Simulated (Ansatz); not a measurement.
## Ligand exchange: Si(CH3)3Cl + C4H7Cl → Si(CH3)2Cl2 + C5H10

Species: Si(CH3)3Cl (chlorotrimethylsilane), singlet; C4H7Cl `CC/C=C\Cl`, singlet; Si(CH3)2Cl2, singlet; C5H10 (trans-2-pentene) `C/C=C/CC`, singlet. The partners trade CH3 for Cl: Si–CH3 and C–Cl bonds give way to Si–Cl and C–CH3.

Shapes, held fixed at every level: PBE0-D4/def2-TZVP. Flexible molecules stand in one conformer, not always the lowest. Programs: Ansatz 0.2.0. The zero-point and thermal change to 298 K, harmonic and unscaled (PBE0-D4/def2-TZVP), is +4.2 kJ/mol.

(1) Estimate ΔH(298 K) of this reaction.

Results:

(1) The highest level, CCSD(T)/CBS estimate, gives ΔH(298 K) = -118.1 kJ/mol; the levels span -119.3 to -109.1. The column of differences is taken from that level and isn't an error. No measured value is set beside it here. The CBS estimate extrapolates MP2 from def2-TZVPP and def2-QZVPP and adds CCSD(T) − MP2 in the triple-zeta set, cores frozen.

```json
{"level": "PBE-D4/def2-TZVPP", "kind": "GGA", "ΔH(298 K) (kJ/mol)": "-109.1", "less CCSD(T)/CBS estimate": "+9.0"}
{"level": "r2SCAN-D4/def2-TZVPP", "kind": "meta-GGA", "ΔH(298 K) (kJ/mol)": "-115.3", "less CCSD(T)/CBS estimate": "+2.8"}
{"level": "B3LYP-D4/def2-TZVPP", "kind": "global hybrid", "ΔH(298 K) (kJ/mol)": "-115.3", "less CCSD(T)/CBS estimate": "+2.8"}
{"level": "r2SCAN0-D4/def2-TZVPP", "kind": "global hybrid", "ΔH(298 K) (kJ/mol)": "-119.2", "less CCSD(T)/CBS estimate": "-1.1"}
{"level": "wB97M-V/def2-TZVPP", "kind": "range-separated hybrid", "ΔH(298 K) (kJ/mol)": "-117.6", "less CCSD(T)/CBS estimate": "+0.5"}
{"level": "wB97X-V/def2-TZVPP", "kind": "range-separated hybrid", "ΔH(298 K) (kJ/mol)": "-116.7", "less CCSD(T)/CBS estimate": "+1.4"}
{"level": "CCSD/def2-TZVPP", "kind": "coupled cluster or CI", "ΔH(298 K) (kJ/mol)": "-119.3", "less CCSD(T)/CBS estimate": "-1.2"}
{"level": "CCSD(T)/CBS estimate", "kind": "coupled cluster or CI", "ΔH(298 K) (kJ/mol)": "-118.1", "less CCSD(T)/CBS estimate": "0.0"}
```

The exchange is strongly exothermic at every level, so its direction doesn't depend on the choice of method. The driving force is chlorine's preference for silicon over carbon. Silicon is the more electropositive partner, which gives the Si–Cl bond a large ionic contribution, and lone-pair donation from chlorine into σ* orbitals at silicon adds to it. Carbon gains as well, since a C–C bond replaces the weaker Si–C bond. Losing the conjugation between the chlorine lone pair and the alkene π system works against the reaction, but is clearly outweighed.

PBE stands apart with -109.1 kJ/mol, while the other functionals lie within a few kJ/mol of the coupled-cluster estimate, perhaps because PBE balances the polar Si–Cl and C–Cl bonds less well. Exact exchange alone doesn't order the results, as r2SCAN and B3LYP coincide at -115.3 kJ/mol.

The alkene also changes from cis to trans, so the enthalpy contains a probably small stereochemical term and isn't a pure measure of the ligand exchange.
